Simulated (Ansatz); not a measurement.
## MnHg: the change of pressure and cell moment with volume scale

All results are calculated (Ansatz 0.2.0). Periodic Kohn-Sham DFT of a crystal at fixed atoms, scaled to volume_scale times the given cell; pressure positive in compression, energy less spherical unpolarised free atoms, largest_vzz the field gradient of largest size among the nuclei.

The cell before it is scaled or strained (space group Pm-3m, No. 221):
```
cell vectors (Å)
   3.3150     0.0000     0.0000
   0.0000     3.3150     0.0000
   0.0000     0.0000     3.3150
atoms (fractions of the cell vectors)
Mn  0.50000  0.50000  0.50000
Hg  0.00000  0.00000  0.00000
```

Settings of every row: method all-electron LAPW; functional PBE; relativity scalar; k mesh 10x10x10; filling fermi-dirac; smearing width 0.08 eV; basis error target 0.25 meV/atom; nucleus gaussian.

Atom:
```csv
element,start moment (bohr magneton)
Mn,4
Hg,0
```

Limits: no spin-orbit coupling on heavy atoms; with one magnetic atom in the cell only parallel moments are possible.

```csv
row,volume scale,V (Å³/atom),pressure (GPa),cell moment (bohr magneton),energy less free atoms (eV/atom)
1,0.9405,17.131,5.897,3.77,-4.434
2,0.97,17.668,2.791,3.828,-4.4484
3,1,18.215,0.317,3.895,-4.4535
4,1.03,18.761,-1.709,3.961,-4.451
5,1.06,19.308,?,?,?
```

Question: what pressure and cell moment should row 5 give?

Worked fit of pressure. Take u = (V_r/V)^(2/3) − 1 with V_r = 17.941 Å³ an atom, which is twice the finite (Eulerian) strain; such expansions in the strain, on which the Birch-Murnaghan equation of state is built, carry the rest volume and the bulk modulus. The shown rows have u = 0.03128, 0.01027, -0.01005, -0.02935. Least squares give pressure = 1.4848 + 124.14 × u + 532.57 × u² GPa; a straight line predicts inner rows, each left out in turn, worse (root mean square 0.31 against 0.057 GPa). The rows lie off it by 0.008, -0.025, 0.026, -0.009 (root mean square 0.019 GPa). The withheld row has u = -0.04778, so the fit gives 1.4848 + 124.14 × (-0.04778) + 532.57 × (-0.04778)² = -3.231 GPa.

The calculation gave -3.414 GPa. The fit lies 0.183 GPa (5.4 % of the value, 2 % of the column's range) above it; its largest miss of a shown row is 0.026 GPa. This row lies beyond the range of the fit.

Worked fit of cell moment. Take t = volume scale − 0.99. The shown rows have t = -0.0495, -0.02, 0.01, 0.04. Their means are -0.004875 and 3.8635 bohr magneton; the sums about the means are S_tt = 0.004455 and S_ty = 0.009553, whose ratio is the slope. Least squares give cell moment = 3.874 + 2.144 × t bohr magneton. The rows lie off it by 0.002, -0.003, 0.000, 0.001. The withheld row has t = 0.07, so the fit gives 3.874 + 2.144 × (0.07) = 4.024 bohr magneton.

The calculation gave 4.02 bohr magneton. The fit lies 0.004 bohr magneton (1.6 % of the column's range) above it; its largest miss of a shown row is 0.003 bohr magneton. This row lies beyond the range of the fit.

The other values of row 5: energy less free atoms -4.4422 eV/atom.
